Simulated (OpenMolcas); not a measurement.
**How methods differ on BH2O2F (SMILES OB(O)F)**

The species is BH2O2F (6 atoms), meant as a singlet with charge 0. SMILES: `OB(O)F`. Geometry: relaxed at PBE0-D4/def2-TZVP. This is one conformer, not always the lowest.

```xyz
6

O    -0.4775    0.9710   -0.2084
B    -0.0238   -0.3075   -0.1065
O     0.9894   -0.6352    0.7261
F    -0.5731   -1.2806   -0.8332
H    -1.1989    1.0661   -0.8343
H     1.3260    0.1222    1.2100
```

Quantity: the HOMO–LUMO gap, in eV. The values are calculated.

```
           level             kind     program  value (eV)
    HF/def2-SVPD     Hartree–Fock  OpenMolcas       15.87
   PBE/def2-SVPD              GGA  OpenMolcas        7.28
 M06-L/def2-SVPD         meta-GGA  OpenMolcas        8.14
r2SCAN/def2-SVPD         meta-GGA  OpenMolcas        8.41
 B3LYP/def2-SVPD    global hybrid  OpenMolcas        9.10
 BHLYP/def2-SVPD    global hybrid  OpenMolcas       11.81
M06-2X/def2-SVPD  hybrid meta-GGA  OpenMolcas       11.54
  PBE0/def2-SVPD    global hybrid  OpenMolcas        9.72
```

The values span 7.28 to 15.87 eV. Orbital gaps aren't excitation energies; they tend to grow with the share of exact exchange.

The gap of this fluoroboronic acid is wide at every level, but its size depends strongly on the functional. PBE gives the smallest value and Hartree–Fock the largest, with the hybrids in between. Exact exchange doesn't fix the order alone: both meta-GGAs lie above PBE without any, and M06-2X falls slightly below BHLYP despite its somewhat larger share. The main spread probably arises because nonlocal exchange stabilises the occupied orbitals, while the empty ones feel the field of all the electrons.

A wide gap fits the bonding. The highest occupied orbital is probably an oxygen-centred lone pair, held low by oxygen's electronegativity and the electron-withdrawing fluorine. Donation from the oxygen and fluorine lone pairs into the formally empty boron p orbital pushes the corresponding π* level up, which weakens the acceptor character expected of three-coordinate boron. The lowest empty orbital may therefore be a diffuse one rather than that π* level, in which case the gap would be a poor measure of Lewis acidity at boron.
